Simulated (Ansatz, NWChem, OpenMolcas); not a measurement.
## A ladder of methods for C2H4F2 (1,1-difluoroethane)

C2H4F2 has 8 atoms, charge 0, and is taken as a singlet. As SMILES, `CC(F)F`. Geometry: relaxed at PBE0-D4/def2-TZVP.

```xyz
8

C     0.0033    0.7776    0.0233
C    -0.0520   -0.7182   -0.0082
F     0.9255   -1.2434    0.7791
F     0.1682   -1.1721   -1.2719
H     0.9814    1.1119   -0.3254
H    -0.1572    1.1328    1.0418
H    -0.7710    1.1906   -0.6240
H    -1.0061   -1.1364    0.3295
```

Quantity: the energy change with the C2–H8 bond stretched from 1.095 to 1.643 Å, in eV. The values are calculated.

```tsv
level	kind	program	value (eV)	less CCSD(T)/6-311+G**	CPU time (all runs)
BLYP/6-311+G** (restricted)	GGA	NWChem	1.74	-0.21	56 s
revPBE/6-311+G** (restricted)	GGA	Ansatz	1.75	-0.20	15 s
TPSS/6-311+G** (restricted)	meta-GGA	NWChem	1.85	-0.10	63 s
B3LYP/6-311+G** (restricted)	global hybrid	OpenMolcas	1.95	0.00	93 s
wB97M-V/6-311+G** (restricted)	range-separated hybrid	Ansatz	2.03	+0.08	2.4 min
B2PLYP/6-311+G** (restricted)	double hybrid	Ansatz	2.03	+0.08	29 s
RPA@PBE/6-311+G** (restricted)	RPA	Ansatz	1.89	-0.06	33 s
MP2/6-311+G** (restricted)	perturbation theory	Ansatz	2.09	+0.14	10 s
CCSD(T)/6-311+G** (restricted)	coupled cluster or CI	Ansatz	1.95	0.00	2.2 min
```

Differences are taken from CCSD(T)/6-311+G** (restricted) for orientation; it has basis-set and higher-order errors of its own. The first shape isn't each level's own minimum. The values span 1.74 to 2.09 eV. CPU times are rough (shared hosts, several kinds of processor): they show what a rung costs within a factor of a few.

Stretching the C–H bond on the fluorinated carbon costs 1.95 eV with CCSD(T), and B3LYP gives the same value to the printed precision. The two GGAs make the stretch too easy by about 0.2 eV, TPSS roughly halves that error, and MP2 errs the other way, by +0.14 eV. Greater sophistication does not bring steady improvement: wB97M-V and B2PLYP both lie further from the reference than B3LYP, whose match at a single stretch may owe something to error cancellation.

The energy rises because the overlap between the carbon hybrid orbital and hydrogen 1s shrinks, weakening the σ bond. The σ–σ* gap narrows at the same time, so left-right correlation gains weight, and the spread probably reflects how differently the methods balance exchange against this correlation. The bond is still only partly broken at 1.643 Å, so the ranking need not carry over to the dissociation energy, which also includes the remaining separation and the relaxation of the radical left behind.
